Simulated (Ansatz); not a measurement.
## YSe: the change of pressure with volume scale

Periodic Kohn-Sham DFT of a crystal at fixed atoms, scaled to volume_scale times the given cell; pressure positive in compression, energy less spherical unpolarised free atoms, largest_vzz the field gradient of largest size among the nuclei. The results are calculated, by Ansatz 0.2.0.

The cell before it is scaled or strained (space group Fm-3m, No. 225):
```
cell vectors (Å)
   0.0000     2.8750     2.8750
   2.8750     0.0000     2.8750
   2.8750     2.8750     0.0000
atoms (fractions of the cell vectors)
Y   0.00000  0.00000  0.00000
Se  0.50000  0.50000  0.50000
```

Settings of every row: method all-electron PAW; functional LDA; relativity scalar; k mesh 7x7x7; filling fermi-dirac; smearing width 0.03 eV; nucleus gaussian.

Atom start moment: 0 on all atoms.

| row | volume scale | V (Å³/atom) | pressure (GPa) |
| --- | --- | --- | --- |
| 1 | 0.94 | 22.338 | 0.516 |
| 2 | 0.96 | 22.813 | -1.399 |
| 3 | 0.98 | 23.288 | -3.107 |
| 4 | 0.99 | 23.526 | -3.891 |
| 5 | 1 | 23.764 | -4.631 |
| 6 | 1.01 | 24.001 | ? |
| 7 | 1.02 | 24.239 | -5.989 |
| 8 | 1.04 | 24.714 | -7.199 |
| 9 | 1.06 | 25.189 | -8.271 |

Question: what pressure should row 6 give?

Worked fit of pressure. Take u = (V_r/V)^(2/3) − 1 with V_r = 23.645 Å³ an atom, which is twice the finite (Eulerian) strain; such expansions in the strain, on which the Birch-Murnaghan equation of state is built, carry the rest volume and the bulk modulus. The shown rows have u = 0.03864, 0.02417, 0.01019, 0.00337, -0.00334, -0.0164, -0.02905, -0.04129. Least squares give pressure = −4.2671 + 110.436 × u + 335.88 × u² + 244 × u³ GPa; a parabola predicts inner rows, each left out in turn, worse (root mean square 0.004 against 0.0012 GPa). The rows lie off it by 0.000, -0.001, 0.000, 0.000, 0.001, 0.000, -0.001, 0.001. The pressure vanishes at u = 0.0349, or V = 22.46 Å³ an atom, and there the bulk modulus at fixed shape and fractions is B = −V dP/dV = (2/3)(1 + u) dP/du = 93 GPa. The withheld row has u = -0.00991, so the fit gives −4.2671 + 110.436 × (-0.00991) + 335.88 × (-0.00991)² + 244 × (-0.00991)³ = -5.329 GPa.

The calculation gave -5.33 GPa. The fit lies 0.001 GPa (0.011 % of the column's range) above it, one unit of the last digit.
